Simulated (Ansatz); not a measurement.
GaN: pressure against volume scale

All results are calculated (Ansatz 0.2.0). Free energy against uniform scaling of the volume at fixed shape and fractions; periodic cell, basis, potentials, k mesh and filling as listed.

The cell before it is scaled or strained (space group F-43m, No. 216):
```
CELL_PARAMETERS angstrom
0.00000 2.25350 2.25350
2.25350 0.00000 2.25350
2.25350 2.25350 0.00000
ATOMIC_POSITIONS crystal
Ga 0.00000 0.00000 0.00000
N 0.75000 0.75000 0.75000
```

Settings of every row: functional r2SCAN; dispersion none; potentials PAW; wave cutoff 600 eV; density cutoff 2400 eV; k mesh 8x8x8; k shift 0x0x0; occupations fixed; smearing width 0 eV; spin none.

```
row  volume scale  V (Å³/atom)  pressure (GPa)  energy above lowest point (meV/atom)
  1          0.88       10.071           31.02                                 113.1
  2          0.92       10.528           17.91                                  43.9
  3          0.96       10.986            7.34                                   8.3
  4             1       11.444               ?                                     ?
  5          1.04       11.902           -8.09                                  13.6
  6          1.08       12.359          -13.64                                    45
  7          1.12       12.817           -18.1                                  90.5
```

Question: what pressure should row 4 give?

Worked fit of pressure. Take u = (V_r/V)^(2/3) − 1 with V_r = 11.444 Å³ an atom, which is twice the finite (Eulerian) strain; such expansions in the strain, on which the Birch-Murnaghan equation of state is built, carry the rest volume and the bulk modulus. The shown rows have u = 0.08894, 0.05719, 0.0276, -0.02582, -0.04999, -0.07276. Least squares give pressure = −1.202 + 286.93 × u + 794.4 × u² + 592 × u³ GPa; a parabola predicts inner rows, each left out in turn, worse (root mean square 0.11 against 0.01 GPa). The rows lie off it by 0.00, -0.01, 0.01, 0.00, -0.01, 0.00. The pressure vanishes at u = 0.0041, or V = 11.37 Å³ an atom, and there the bulk modulus at fixed shape and fractions is B = −V dP/dV = (2/3)(1 + u) dP/du = 197 GPa. The withheld row has u = 0, so the fit gives −1.202 + 286.93 × (0) + 794.4 × (0)² + 592 × (0)³ = -1.20 GPa.

The calculation gave -1.2 GPa. The fit meets it to the printed digit.

The other values of row 4: energy above lowest point 0 meV/atom.
